**Ten-electron ions from Ne to Ar$^{8+}$: smoothness against the $1/Z$ expansion**

The table holds $1s$ and $2p$ eigenvalues, mean radii, their gap and the electron-electron energy from non-relativistic Hartree-Fock at the basis limit. The program computes the unfitted first-order coefficients of the $1/Z$ expansion from hydrogenic Slater integrals, removes the $Z^2$ and $Z$ terms, and predicts each row from Ne to P$^{5+}$ from the rows at $Z+2$ and $Z+3$, linearly in $1/Z$, with the rounding propagated. The gap curvature falls from 0.7574 to 0.7517 hartree towards the hydrogenic 0.75, and the steps of the repulsion energy descend towards 8.7708 hartree. No row shows a kink; Ne departs most, by 0.0127 hartree (1.5%) in the $2p$ eigenvalue and 0.13 hartree in the repulsion energy, about three times the Mg$^{2+}$ misses where constant curvature would give 1.94. The output also lists screening read from radii and from eigenvalues, a rough and non-robust $Z$ at which the $2p$ level would reach zero, and the $2p$ relaxation energy of about 3 eV.

Ten-electron atoms and ions from Ne to Ar⁸⁺ in the configuration [He] 2s² 2p⁶, computed with B-spline radial atomic code 1 using non-relativistic, spin-polarised Hartree-Fock. The all-electron atoms are spherical (average of configuration), with a point nucleus and at the basis-set limit. Orbital energies ε are eigenvalues; "up" and "down" denote spin.

## Script

```python
# Table: 1s and 2p eigenvalues, mean radii, gap and electron-electron energy of ten-electron ions,
# B-spline radial atomic code, non-relativistic Hartree-Fock at the basis limit.
# Tested: smoothness against the 1/Z expansion with unfitted hydrogenic first-order coefficients.
T = {
    'ion': ['Ne', 'Mg2+', 'Al3+', 'Si4+', 'P5+', 'S6+', 'Cl7+', 'Ar8+'],
    'Z': [10, 12, 13, 14, 15, 16, 17, 18],
    'charge': [0, 2, 3, 4, 5, 6, 7, 8],  # e
    'orbital_energy_1s_down': [-32.772, -49.769, -59.791, -70.823, -82.861, -95.905, -109.95, -125.0],  # hartree
    'orbital_energy_2p_down': [-0.85041, -3.0062, -4.4722, -6.1929, -8.1669, -10.393, -12.871, -15.601],  # hartree
    'orbital_mean_radius_1s_down': [0.15763, 0.1306, 0.12026, 0.11142, 0.10379, 0.097122, 0.091258, 0.086058],  # bohr
    'orbital_mean_radius_2p_down': [0.96527, 0.68089, 0.59603, 0.53059, 0.47843, 0.4358, 0.40027, 0.37017],  # bohr
    'gap': [31.922, 46.7625, 55.3189, 64.6298, 74.6942, 85.5113, 97.0806, 109.4016],  # hartree
    'electron_electron_energy': [54.039, 72.29, 81.283, 90.229, 99.142, 108.03, 116.9, 125.76],  # hartree
}
import numpy as np
from scipy.integrate import cumulative_trapezoid as ct
from scipy.constants import alpha
ion = T['ion']; Z = np.array(T['Z'], float); A = lambda k: np.array(T[k], float)
e1, e2, g, V = A('orbital_energy_1s_down'), A('orbital_energy_2p_down'), A('gap'), A('electron_electron_energy')
r1, r2 = A('orbital_mean_radius_1s_down'), A('orbital_mean_radius_2p_down')
half = lambda x: 0.5*10**(np.floor(np.log10(abs(x))) - 4)  # five significant figures
r = np.linspace(1e-5, 60, 300001)
P = {'1': 2*r*np.exp(-r), 's': r*(2-r)*np.exp(-r/2)/8**.5, 'p': r*r*np.exp(-r/2)/24**.5}
def R(k, a, b):
    i = ct(a*r**k, r, initial=0); o = ct(a/r**(k+1), r, initial=0)
    return ct(b*(i/r**(k+1) + (o[-1]-o)*r**k), r)[-1]
F = lambda k, a, b: R(k, P[a]**2, P[b]**2)
G = lambda k, a, b: R(k, P[a]*P[b], P[a]*P[b])
pp = F(0,'p','p') - 2/25*F(2,'p','p'); c1s = 2*F(0,'1','s') - G(0,'1','s')
c1p = F(0,'1','p') - G(1,'1','p')/6; csp = F(0,'s','p') - G(1,'s','p')/6; f11 = F(0,'1','1')
a1 = f11 + c1s + 6*c1p; a2 = 5*pp + 2*c1p + 2*csp
E1 = f11 + F(0,'s','s') + 2*c1s + 15*pp + 12*c1p + 12*csp
print(f"Linear coefficients (hartree per Z): 1s {a1:.4f}, 2p {a2:.4f}, gap {a2-a1:.4f}, repulsion {E1:.4f}")
print(f"1s coefficient: from 1s partner {f11:.4f}, from n=2 electrons {a1-f11:.4f}")
D = {'1s': (e1+Z**2/2-a1*Z, half(e1)), '2p': (e2+Z**2/8-a2*Z, half(e2)),
     'gap': (g-3*Z**2/8-(a2-a1)*Z, 5e-5+0*Z), 'Vee': (V-E1*Z, half(V)),
     's1s': (Z-1.5/r1, 1.5/r1**2*half(r1)), 's2p': (Z-5/r2, 5/r2**2*half(r2))}
print("Remainder after Z^2 and Z terms (hartree): 1s 2p gap Vee | radius screening s1s s2p | Z<r> 1s 2p (bohr)")
for i in range(len(Z)):
    print(f"{ion[i]:5s}" + "".join(f"{D[k][0][i]:9.3f}" for k in D) + f"{Z[i]*r1[i]:8.3f}{Z[i]*r2[i]:7.3f}")
sg, sV = np.diff(g)/np.diff(Z), np.diff(V)/np.diff(Z); cur = 2*np.diff(sg)/(Z[2:]-Z[:-2])
print("Step per unit Z (hartree): gap, Vee, Vee step minus coefficient")
for i in range(len(sg)):
    print(f"{ion[i]:5s}->{ion[i+1]:5s}{sg[i]:9.4f}{sV[i]:8.3f}{sV[i]-E1:8.3f}")
print("Gap curvature (hydrogenic 0.75):", " ".join(f"{c:.4f}" for c in cur))
print("Miss of prediction from Z+2, Z+3, linear in 1/Z (rounding limit); energies in hartree")
ks = ['2p', 'gap', 'Vee', 's1s', 's2p']; M = {}; x = 1/Z; idx = {int(z): i for i, z in enumerate(Z)}
for i, z in enumerate(Z):
    if int(z)+2 in idx and int(z)+3 in idx:
        j, l = idx[int(z)+2], idx[int(z)+3]; w = (x[i]-x[j])/(x[j]-x[l]); s = f"{ion[i]:5s}"
        M[i, 'geo'] = (x[i]-x[j])*(x[i]-x[l])
        for k in ks:
            y, u = D[k]; M[i, k] = y[i] - (y[j] + w*(y[j]-y[l]))
            s += f" {k} {M[i,k]:+.4f}({u[i]+(1+w)*u[j]+w*u[l]:.4f})"
        print(s)
print("Miss ratio Ne/Mg2+:", " ".join(f"{k} {M[0,k]/M[1,k]:.1f}" for k in ks), f"; constant curvature gives {M[0,'geo']/M[1,'geo']:.2f}")
print(f"Ne miss as % of value: 2p {100*M[0,'2p']/abs(e2[0]):.2f}, gap {100*M[0,'gap']/g[0]:.3f}, Vee {100*M[0,'Vee']/V[0]:.2f}")
print(f"Ne->Ar8+ fall (hartree): 1s {e1[0]-e1[-1]:.2f}, 2p {e2[0]-e2[-1]:.2f}; Ne->Mg2+ gap rise {g[1]-g[0]:.2f}")
print(f"Radius ratio Ar8+/Ne: 1s {r1[-1]/r1[0]:.3f}, 2p {r2[-1]/r2[0]:.3f}; bare Z ratio {Z[0]/Z[-1]:.3f}")
print(f"Bare 3Z^2/8 (hartree): Ne {3*Z[0]**2/8:.2f}, Ar8+ {3*Z[-1]**2/8:.2f}; gap/bare {g[0]/(3*Z[0]**2/8):.3f}, {g[-1]/(3*Z[-1]**2/8):.3f}")
t1, t2 = Z-np.sqrt(-2*e1), Z-np.sqrt(-8*e2)
print(f"Eigenvalue screening Ne, Ar8+, large-Z: 1s {t1[0]:.2f} {t1[-1]:.2f} {a1:.2f}; 2p {t2[0]:.2f} {t2[-1]:.2f} {4*a2:.2f}")
zc = lambda b: 4*(a2 + np.sqrt(a2**2 + b/2))
print(f"Rough Z where 2p level reaches zero: {zc(D['2p'][0][0]):.1f} (Ne remainder), {zc(D['2p'][0][-1]):.1f} (Ar8+ remainder)")
print(f"(Z alpha)^2: Ne {(Z[0]*alpha)**2:.4f}, Ar8+ {(Z[-1]*alpha)**2:.4f}")
# typed from further outputs of the same runs: 2s radius Mg2+..Ar8+ (bohr); ionisation data Ne..Cl7+ (eV); Ne F0 (eV)
r2s = np.array([0.6903632, 0.6193795, 0.5614896, 0.5134389, 0.4729402, 0.4383536, 0.4084774])
ko = np.array([23.14082, 81.80199, 121.6953, 168.5177, 222.2318, 282.8143, 350.2498])
de = np.array([19.81079, 78.61968, 118.5438, 165.387, 219.1162, 279.7101, 347.1545])
tb = np.array([21.56454, 80.1436, 119.9924, 166.767, 220.43, 280.954, 348.306])
print("2s/2p radius ratio Mg2+..Ar8+ (hydrogenic 1.2):", " ".join(f"{v:.3f}" for v in r2s/r2[1:]))
print(f"F0(2s,2s)/F0(2p,2p): Ne {27.80662/26.34766:.3f}, hydrogenic {F(0,'s','s')/F(0,'p','p'):.3f}")
print("2p relaxation, -eps minus energy difference, Ne..Cl7+ (eV):", " ".join(f"{v:.2f}" for v in ko-de))
print("Energy difference minus tabulated, Ne..Cl7+ (eV):", " ".join(f"{v:.2f}" for v in de-tb))
print("-eps minus tabulated, Ne..Cl7+ (eV):", " ".join(f"{v:.2f}" for v in ko-tb))
assert abs(f11-0.625) < 1e-5 and np.all((cur > 0.75) & (cur < 0.77))
assert np.all(np.diff(sV) < 0) and np.all(sV > E1)
assert np.all(np.diff(D['gap'][0]) < 0) and np.all(np.diff(Z*r2) < 0) and np.all(Z*r2 > 5)
```

Output:

```
Linear coefficients (hartree per Z): 1s 2.4284, 2p 1.6365, gap -0.7919, repulsion 8.7708
1s coefficient: from 1s partner 0.6250, from n=2 electrons 1.8034
Remainder after Z^2 and Z terms (hartree): 1s 2p gap Vee | radius screening s1s s2p | Z<r> 1s 2p (bohr)
Ne      -7.056   -4.715    2.341  -33.669    0.484    4.820   1.576  9.653
Mg2+    -6.910   -4.644    2.265  -32.960    0.515    4.657   1.567  8.171
Al3+    -6.860   -4.622    2.238  -32.738    0.527    4.611   1.563  7.748
Si4+    -6.820   -4.604    2.216  -32.563    0.537    4.577   1.560  7.428
P5+     -6.787   -4.589    2.198  -32.420    0.548    4.549   1.557  7.176
S6+     -6.759   -4.577    2.182  -32.303    0.556    4.527   1.554  6.973
Cl7+    -6.733   -4.566    2.168  -32.204    0.563    4.508   1.551  6.805
Ar8+    -6.711   -4.558    2.156  -32.115    0.570    4.493   1.549  6.663
Step per unit Z (hartree): gap, Vee, Vee step minus coefficient
Ne   ->Mg2+    7.4203   9.126   0.355
Mg2+ ->Al3+    8.5564   8.993   0.222
Al3+ ->Si4+    9.3109   8.946   0.175
Si4+ ->P5+    10.0644   8.913   0.142
P5+  ->S6+    10.8171   8.888   0.117
S6+  ->Cl7+   11.5693   8.870   0.099
Cl7+ ->Ar8+   12.3210   8.860   0.089
Gap curvature (hydrogenic 0.75): 0.7574 0.7545 0.7535 0.7527 0.7522 0.7517
Miss of prediction from Z+2, Z+3, linear in 1/Z (rounding limit); energies in hartree
Ne    2p -0.0127(0.0003) gap +0.0063(0.0004) Vee -0.1317(0.0036) s1s +0.0019(0.0032) s2p +0.0451(0.0004)
Mg2+  2p -0.0040(0.0004) gap +0.0021(0.0004) Vee -0.0419(0.0035) s1s +0.0029(0.0043) s2p +0.0117(0.0006)
Al3+  2p -0.0018(0.0015) gap +0.0015(0.0003) Vee -0.0289(0.0145) s1s -0.0016(0.0031) s2p +0.0071(0.0008)
Si4+  2p -0.0014(0.0030) gap +0.0012(0.0003) Vee -0.0185(0.0298) s1s +0.0003(0.0011) s2p +0.0050(0.0009)
P5+   2p -0.0025(0.0029) gap +0.0008(0.0003) Vee -0.0023(0.0295) s1s +0.0010(0.0012) s2p +0.0029(0.0011)
Miss ratio Ne/Mg2+: 2p 3.1 gap 2.9 Vee 3.1 s1s 0.7 s2p 3.9 ; constant curvature gives 1.94
Ne miss as % of value: 2p -1.49, gap 0.020, Vee -0.24
Ne->Ar8+ fall (hartree): 1s 92.23, 2p 14.75; Ne->Mg2+ gap rise 14.84
Radius ratio Ar8+/Ne: 1s 0.546, 2p 0.383; bare Z ratio 0.556
Bare 3Z^2/8 (hartree): Ne 37.50, Ar8+ 121.50; gap/bare 0.851, 0.900
Eigenvalue screening Ne, Ar8+, large-Z: 1s 1.90 2.19 2.43; 2p 7.39 6.83 6.55
Rough Z where 2p level reaches zero: 8.8 (Ne remainder), 9.1 (Ar8+ remainder)
(Z alpha)^2: Ne 0.0053, Ar8+ 0.0173
2s/2p radius ratio Mg2+..Ar8+ (hydrogenic 1.2): 1.014 1.039 1.058 1.073 1.085 1.095 1.103
F0(2s,2s)/F0(2p,2p): Ne 1.055, hydrogenic 0.828
2p relaxation, -eps minus energy difference, Ne..Cl7+ (eV): 3.33 3.18 3.15 3.13 3.12 3.10 3.10
Energy difference minus tabulated, Ne..Cl7+ (eV): -1.75 -1.52 -1.45 -1.38 -1.31 -1.24 -1.15
-eps minus tabulated, Ne..Cl7+ (eV): 1.58 1.66 1.70 1.75 1.80 1.86 1.94
```
